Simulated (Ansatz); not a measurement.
## Au: energy change per atom and pressure as volume scale varies

All results are calculated (Ansatz 0.2.0). Plane-wave DFT, scalar-relativistic PAW made under PBE with cores redone for the functional, no dispersion; the given relaxed cell is scaled uniformly, energy at zero smearing counts from the unscaled cell, pressure at the given Fermi-Dirac smearing is positive in compression.

The cell before it is scaled or strained (space group P6/mmm, No. 191):
```
cell vectors (Å)
   4.6117     0.0000     0.0000
  -2.3059     3.9939     0.0000
   0.0000     0.0000     2.7546
atoms (fractions of the cell vectors)
Au  1.00000  1.00000  0.00000
Au  0.33333  0.66667  0.50000
Au  0.66667  0.33333  0.50000
```

Settings of every row: spin polarised no; functional LDA; wave cutoff 420 eV; smearing width 0.1 eV; k mesh 11x11x15.

Atom starting moment: 0 on all atoms.

Limits: no spin-orbit coupling, which can matter with elements this heavy; the cell comes from a prototype or a list of computed structures and needn't be the stable phase.

| row | volume scale | V (Å³/atom) | energy change per atom (meV) | pressure (GPa) |
| --- | --- | --- | --- | --- |
| 1 | 0.88 | 14.883 | 185.04 | 33.75 |
| 2 | 0.92 | 15.559 | ? | ? |
| 3 | 0.96 | 16.236 | 16.6 | 8.37 |
| 4 | 1.04 | 17.589 | 14.72 | -6.55 |
| 5 | 1.08 | 18.265 | 53.27 | -11.45 |
| 6 | 1.12 | 18.941 | 109.87 | -15.14 |

Question: what energy change per atom and pressure should row 2 give?

Worked fit of energy change per atom. Take u = (V_r/V)^(2/3) − 1 with V_r = 17.589 Å³ an atom, which is twice the finite (Eulerian) strain; such expansions in the strain, on which the Birch-Murnaghan equation of state is built, carry the rest volume and the bulk modulus. The shown rows have u = 0.11781, 0.05481, 0, -0.02483, -0.04817. Least squares give energy change per atom = 12.644 − 1038.927 × u + 21179.41 × u² meV; a straight line predicts inner rows, each left out in turn, worse (root mean square 71 against 4.6 meV). The rows lie off it by 0.84, -2.73, 2.08, 1.77, -1.96 (root mean square 2 meV). The withheld row has u = 0.08519, so the fit gives 12.644 − 1038.927 × (0.08519) + 21179.41 × (0.08519)² = 77.84 meV.

The calculation gave 74.17 meV. The fit lies 3.67 meV (4.9 % of the value, 2.2 % of the column's range) above it; its largest miss of a shown row is 2.73 meV.

Worked fit of pressure. Take u = (V_r/V)^(2/3) − 1 with V_r = 17.589 Å³ an atom, which is twice the finite (Eulerian) strain; such expansions in the strain, on which the Birch-Murnaghan equation of state is built, carry the rest volume and the bulk modulus. The shown rows have u = 0.11781, 0.05481, 0, -0.02483, -0.04817. Least squares give pressure = −6.692 + 221.993 × u + 1025.37 × u² GPa; a straight line predicts inner rows, each left out in turn, worse (root mean square 3.5 against 0.31 GPa). The rows lie off it by 0.06, -0.19, 0.14, 0.12, -0.13 (root mean square 0.13 GPa). The withheld row has u = 0.08519, so the fit gives −6.692 + 221.993 × (0.08519) + 1025.37 × (0.08519)² = 19.66 GPa.

The calculation gave 19.4 GPa. The fit lies 0.26 GPa (1.3 % of the value, 0.53 % of the column's range) above it; its largest miss of a shown row is 0.19 GPa.
